**One-oscillator estimate of the polarisability at imaginary frequency for Os⁺, Eu and Gd**

The table holds α(iω) at 15 imaginary frequencies for Os⁺, Eu and Gd from radks, at the scalar-relativistic, spin-unpolarised, spherical LDA-PW92 level with Sternheimer response and the adiabatic LDA kernel. The program tests the rule α₀/(1 + (ω/ω½)²), with α₀ from the first row and ω½ from the half height, together with an electron-counted pole and a two-pole form fitted up to 2.117 hartree, and compares C₆, C₉ and mixed C₆ with a quadrature of the table. The rule stays within about 5% up to 1.1 to 1.5 times ω½, is 33 to 58% low at 0.8920 hartree and about 90% low at the last row, yet gives C₆ 3 to 8% low and C₉ within 3%. Two poles hold within 3% over the fitted rows and fall 52 to 55% short at 17.54 hartree, where αω² is still below half the electron number. Electron counting misses C₆ by between −53% and +24%, depending on species and count.

Coupled dipole polarisabilities from the radks radial solver (version 1) with Libxc, for spherical all-electron atoms in the ground configurations that NIST lists. The level is scalar-relativistic Kohn-Sham LDA (Slater exchange, PW92 correlation) without spin polarisation, with open shells spread evenly over spin and m and a Fermi nucleus. The base is Os⁺; Eu and Gd are neutral.

## The fit in Python

```python
# Table: dipole polarisability alpha(i w) [bohr^3] of Os+, Eu, Gd; radks, LDA-PW92, scalar-relativistic,
# spin-unpolarised spherical, Sternheimer + ALDA. Tested: one-pole rule (alpha0, half-height w0),
# electron-counted pole, two poles; C6, C9 and mixed C6 against quadrature of the table.
T = {
    'imaginary_frequency': [0.002664, 0.01425, 0.03601, 0.06967, 0.1181, 0.1859, 0.2803, 0.4132, 0.605, 0.892, 1.345, 2.117, 3.588, 6.942, 17.54],  # hartree
    'run0': [27.04, 26.99, 26.7, 25.83, 23.91, 20.73, 16.69, 12.6, 9.046, 6.167, 3.914, 2.228, 1.078, 0.4105, 0.1009],  # bohr³
    'run1': [163.6, 161.2, 149.5, 121.6, 83.72, 51.12, 30.04, 18.02, 11.24, 7.103, 4.31, 2.372, 1.124, 0.4191, 0.0939],  # bohr³
    'run2': [140.2, 138.2, 128.6, 107.9, 79.22, 51.87, 32.0, 19.51, 12.01, 7.408, 4.408, 2.398, 1.13, 0.4212, 0.095],  # bohr³
}
import numpy as np
from scipy.optimize import least_squares
w = np.array(T['imaginary_frequency'], float)
S = ['Os+', 'Eu', 'Gd']
A = {s: np.array(T[k], float) for s, k in zip(S, ['run0', 'run1', 'run2'])}
N = {'Os+': 75, 'Eu': 63, 'Gd': 64}; cnt = {'Os+': (1, 7), 'Eu': (2, 2), 'Gd': (2, 3)}  # 6s, 6s+5d
# further outputs of the same runs: static, uncoupled, C6, C9; recommended alpha of Eu
out = {'Os+': (27.0425, 48.8063, 225.555, 4108.19), 'Eu': (163.655, 329.94, 2528.95, 297729.)}; rec = 184.
t, g = np.polynomial.legendre.leggauss(16)
wg = 0.5*(1+t)/(1-t); W = 3/np.pi*g/(1-t)**2; Wt = W[:len(w)]
pc = lambda x, y: 100*(x/y-1)
two = lambda p, x: p[0]/(1+(x/p[1])**2) + p[2]/(1+(x/p[3])**2)
print(f"grid vs Gauss-Legendre max dev {np.max(abs(pc(w, wg[:15]))):.3f}%; missing point {wg[15]:.1f} Eh; alpha rounding floor <=0.05%")
a0, w0, P, e1, e2, C6, app = {}, {}, {}, {}, {}, {}, {}
m = w < 2.2
for s in S:
    a = A[s]; a0[s] = a[0]; y = a[0]/a[1:]-1; app[s] = w[1:]/np.sqrt(y)
    w0[s] = np.exp(np.interp(0, np.log(y), np.log(w[1:])))
    fits = [least_squares(lambda q: two(np.exp(q), w[m])/a[m]-1,
            np.log([0.8*a[0], 0.8*w0[s], 0.2*a[0], v])) for v in (0.7, 1.5, 3.0)]
    p = np.exp(min(fits, key=lambda r: r.cost).x); P[s] = p
    e1[s] = pc(a0[s]/(1+(w/w0[s])**2), a); e2[s] = pc(two(p, w), a)
    ok = w[np.argmax(abs(e1[s]) > 10)-1]
    print(f"{s}: a0={a0[s]} w0={w0[s]:.4f} Eh f=a0*w0^2={a0[s]*w0[s]**2:.2f}; <10% up to w={ok} ({ok/w0[s]:.2f} w0)")
    print(f"  2-pole a1={p[0]:.2f} w1={p[1]:.4f} a2={p[2]:.2f} w2={p[3]:.3f} f1={p[0]*p[1]**2:.2f} f2={p[2]*p[3]**2:.1f}; max err in fit {max(abs(e2[s][m])):.1f}%")
print("w[Eh] | 1-pole err% Os+ Eu Gd | 2-pole err% (* not fitted) | alpha*w^2 | apparent pole [Eh]")
for i in range(1, len(w)):
    print(f"{w[i]:.4g}{'' if m[i] else '*'} | " + " ".join(f"{e1[s][i]:+.1f}" for s in S) + " | "
          + " ".join(f"{e2[s][i]:+.1f}" for s in S) + " | " + " ".join(f"{A[s][i]*w[i]**2:.2f}" for s in S)
          + " | " + " ".join(f"{app[s][i-1]:.3f}" for s in S))
for i in (3, 9):
    print(f"worked w={w[i]}: " + "; ".join(
        f"{s} (w/w0)^2={(w[i]/w0[s])**2:.3f} rule {a0[s]/(1+(w[i]/w0[s])**2):.2f} table {A[s][i]}" for s in S))
for s in S:
    a = A[s]; C6[s] = Wt @ a**2; c9 = Wt @ a**3
    r6, r9 = 0.75*a0[s]**2*w0[s], 9/16*a0[s]**3*w0[s]; t6 = W @ two(P[s], wg)**2
    print(f"{s}: C6 table {C6[s]:.1f}, 1-pole {r6:.1f} ({pc(r6, C6[s]):+.1f}%), 2-pole {pc(t6, C6[s]):+.1f}%; C9 table {c9:.0f}, 1-pole {r9:.0f} ({pc(r9, c9):+.1f}%) a.u.")
    k = [(n, np.sqrt(n/a0[s])) for n in sorted(set(cnt[s]))]
    print("  counted " + ", ".join(f"n={n}: w0={v:.3f}, C6 {pc(0.75*a0[s]**2*v, C6[s]):+.1f}%" for n, v in k)
          + f"; C6 share above 1 Eh {100*(Wt*a**2)[w > 1].sum()/C6[s]:.1f}%, above 2.2 Eh {100*(Wt*a**2)[~m].sum()/C6[s]:.1f}%")
for s, o in out.items():
    print(f"{s}: table sum vs run C6 {pc(C6[s], o[2]):+.2f}%, C9 {pc(Wt @ A[s]**3, o[3]):+.2f}%; coupled/uncoupled {o[0]/o[1]:.3f}; row1 vs static {pc(a0[s], o[0]):+.2f}%")
for x, y in (('Os+', 'Eu'), ('Os+', 'Gd'), ('Eu', 'Gd')):
    q = Wt @ (A[x]*A[y]); r = 1.5*a0[x]*a0[y]*w0[x]*w0[y]/(w0[x]+w0[y])
    xc = np.sqrt((a0[x]-a0[y])/(a0[y]/w0[x]**2-a0[x]/w0[y]**2))
    j = np.where(np.diff(np.sign(A[x]-A[y])) != 0)[0][0]
    print(f"{x}-{y}: C6 table {q:.1f}, 1-pole {r:.1f} ({pc(r, q):+.1f}%), geom.mean {pc(np.sqrt(C6[x]*C6[y]), q):+.1f}%; cross 1-pole {xc:.3f}, table {w[j]}-{w[j+1]} Eh")
print(f"Eu/Os+ first row {a0['Eu']/a0['Os+']:.2f}, uncoupled {out['Eu'][1]/out['Os+'][1]:.2f}; Gd/Os+ {a0['Gd']/a0['Os+']:.2f}; Gd vs Eu last 3 rows "
      + " ".join(f"{v:+.1f}%" for v in pc(A['Gd'], A['Eu'])[-3:]))
print("last row: alpha*w^2/N " + " ".join(f"{s} {A[s][-1]*w[-1]**2/N[s]:.2f}" for s in S) + "; log slope "
      + " ".join(f"{np.log(A[s][-1]/A[s][-2])/np.log(w[-1]/w[-2]):.2f}" for s in S) + " (limit -2)")
x = rec/out['Eu'][0]
print(f"Eu static vs recommended {pc(1, x):+.1f}%; C6 rescaled: fixed f {pc(x**1.5, 1):+.0f}%, fixed w0 {pc(x**2, 1):+.0f}%")
assert all(np.all(np.diff(A[s]) < 0) for s in S)
assert all(np.all(np.diff(A[s]*w**2) > 0) and A[s][-1]*w[-1]**2 < N[s] for s in S)
assert all(abs(pc(C6[s], out[s][2])) < 0.5 for s in out)
assert w0['Eu'] < w0['Gd'] < w0['Os+'] and all(e1[s][-1] < -50 for s in S)
```

Output:

```
grid vs Gauss-Legendre max dev 0.020%; missing point 93.8 Eh; alpha rounding floor <=0.05%
Os+: a0=27.04 w0=0.3791 Eh f=a0*w0^2=3.89; <10% up to w=0.4132 (1.09 w0)
  2-pole a1=21.64 w1=0.3047 a2=5.27 w2=1.504 f1=2.01 f2=11.9; max err in fit 1.8%
Eu: a0=163.6 w0=0.1211 Eh f=a0*w0^2=2.40; <10% up to w=0.1859 (1.53 w0)
  2-pole a1=156.18 w1=0.1187 a2=6.37 w2=1.351 f1=2.20 f2=11.6; max err in fit 2.3%
Gd: a0=140.2 w0=0.1371 Eh f=a0*w0^2=2.64; <10% up to w=0.1859 (1.36 w0)
  2-pole a1=130.63 w1=0.1367 a2=6.72 w2=1.281 f1=2.44 f2=11.0; max err in fit 2.9%
w[Eh] | 1-pole err% Os+ Eu Gd | 2-pole err% (* not fitted) | alpha*w^2 | apparent pole [Eh]
0.01425 | +0.0 +0.1 +0.4 | -0.5 -0.5 -1.6 | 0.01 0.03 0.03 | 0.331 0.117 0.118
0.03601 | +0.4 +0.5 +2.0 | -0.3 -0.1 +0.2 | 0.03 0.19 0.17 | 0.319 0.117 0.120
0.06967 | +1.3 +1.1 +3.3 | -0.0 +0.8 +2.3 | 0.13 0.59 0.52 | 0.322 0.119 0.127
0.1181 | +3.1 +0.2 +1.6 | +0.6 +1.3 +2.9 | 0.33 1.17 1.10 | 0.326 0.121 0.135
0.1859 | +5.2 -4.6 -4.7 | +1.1 +0.8 +1.1 | 0.72 1.77 1.79 | 0.337 0.125 0.142
0.2803 | +4.7 -14.3 -15.4 | +0.8 -0.5 -1.5 | 1.31 2.36 2.51 | 0.356 0.133 0.152
0.4132 | -1.9 -28.1 -28.7 | -0.6 -1.5 -2.7 | 2.15 3.08 3.33 | 0.386 0.145 0.166
0.605 | -15.7 -43.9 -42.9 | -1.4 -1.2 -1.4 | 3.31 4.11 4.40 | 0.429 0.164 0.185
0.892 | -32.9 -58.3 -56.3 | -0.1 +0.8 +1.6 | 4.91 5.65 5.89 | 0.485 0.190 0.211
1.345 | -49.2 -69.5 -67.3 | +1.8 +2.3 +2.9 | 7.08 7.80 7.97 | 0.553 0.221 0.242
2.117 | -62.3 -77.5 -75.6 | -0.9 -1.6 -2.2 | 9.99 10.63 10.75 | 0.634 0.257 0.279
3.588* | -72.3 -83.4 -81.9 | -12.5 -14.4 -15.9 | 13.88 14.47 14.55 | 0.731 0.298 0.323
6.942* | -80.4 -88.1 -87.0 | -32.3 -33.6 -35.4 | 19.78 20.20 20.30 | 0.862 0.352 0.381
17.54* | -87.5 -91.7 -91.0 | -55.4 -52.3 -54.1 | 31.04 28.89 29.23 | 1.073 0.420 0.457
worked w=0.06967: Os+ (w/w0)^2=0.034 rule 26.16 table 25.83; Eu (w/w0)^2=0.331 rule 122.94 table 121.6; Gd (w/w0)^2=0.258 rule 111.44 table 107.9
worked w=0.892: Os+ (w/w0)^2=5.536 rule 4.14 table 6.167; Eu (w/w0)^2=54.211 rule 2.96 table 7.103; Gd (w/w0)^2=42.302 rule 3.24 table 7.408
Os+: C6 table 225.6, 1-pole 207.9 (-7.8%), 2-pole -0.2%; C9 table 4109, 1-pole 4216 (+2.6%) a.u.
  counted n=1: w0=0.192, C6 -53.2%, n=7: w0=0.509, C6 +23.7%; C6 share above 1 Eh 7.4%, above 2.2 Eh 1.5%
Eu: C6 table 2528.6, 1-pole 2431.9 (-3.8%), 2-pole +0.4%; C9 table 297652, 1-pole 298397 (+0.3%) a.u.
  counted n=2: w0=0.111, C6 -12.2%; C6 share above 1 Eh 0.8%, above 2.2 Eh 0.1%
Gd: C6 table 2093.9, 1-pole 2021.8 (-3.4%), 2-pole +1.2%; C9 table 206514, 1-pole 212594 (+2.9%) a.u.
  counted n=2: w0=0.119, C6 -15.9%, n=3: w0=0.146, C6 +3.0%; C6 share above 1 Eh 1.0%, above 2.2 Eh 0.2%
Os+: table sum vs run C6 +0.00%, C9 +0.02%; coupled/uncoupled 0.554; row1 vs static -0.01%
Eu: table sum vs run C6 -0.01%, C9 -0.03%; coupled/uncoupled 0.496; row1 vs static -0.03%
Os+-Eu: C6 table 655.3, 1-pole 609.2 (-7.0%), geom.mean +15.2%; cross 1-pole 0.440, table 6.942-17.54 Eh
Os+-Gd: C6 table 617.3, 1-pole 572.7 (-7.2%), geom.mean +11.3%; cross 1-pole 0.495, table 6.942-17.54 Eh
Eu-Gd: C6 table 2294.9, 1-pole 2213.2 (-3.6%), geom.mean +0.3%; cross 1-pole 0.166, table 0.1181-0.1859 Eh
Eu/Os+ first row 6.05, uncoupled 6.76; Gd/Os+ 5.18; Gd vs Eu last 3 rows +0.5% +0.5% +1.2%
last row: alpha*w^2/N Os+ 0.41 Eu 0.46 Gd 0.46; log slope -1.51 -1.61 -1.61 (limit -2)
Eu static vs recommended -11.1%; C6 rescaled: fixed f +19%, fixed w0 +26%
```
